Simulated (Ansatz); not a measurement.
## BiTe: changing spin-orbit coupling

```xyz
2
Lattice="0.0000 3.2350 3.2350 3.2350 0.0000 3.2350 3.2350 3.2350 0.0000" Properties=species:S:1:pos:R:3 pbc="T T T"
Bi    0.0000    0.0000    0.0000
Te    3.2350    3.2350    3.2350
```

Kept alike: task band structure; functional PBE; k mesh 5 × 5 × 5; occupations fermi-dirac, width 0.05 eV. Program: Ansatz, Ansatz PAW, cutoff 420 eV. The mesh is that of the run's cell of 2 atoms.

| spin-orbit coupling | pressure (GPa) |
| --- | --- |
| off | 0.67 |
| on | 2.72 |

Pressure is positive in compression, with a Pulay correction for the finite cutoff. For a metal such a mesh leaves the last digits unconverged.

Problem. What does spin-orbit coupling change here?

Solution. The pressure runs from 0.67 (off) to 2.72 GPa (on).

At this fixed lattice parameter the cell is under compression in both runs, and more so with spin-orbit coupling, so including the coupling favours a larger equilibrium volume. The likely origin is the heavy-element p shell, above all Bi 6p. In rocksalt, cohesion owes much to directional p orbitals overlapping along the Bi–Te axes. Spin-orbit coupling mixes these orbitals into states of definite total angular momentum, which are less well suited to such directional overlap, so the bonds probably weaken and the lattice pushes outward. BiTe also has one valence electron more per formula unit than PbTe, which partly fills the p-derived conduction bands of mainly Bi character. Their occupation is therefore also open to change by the coupling, and the pressure alone can't separate this contribution from the loss of directional bonding. The comparison supports including spin-orbit coupling when the lattice parameter is determined, but says nothing about whether rocksalt is favoured over the layered structure known for BiTe.
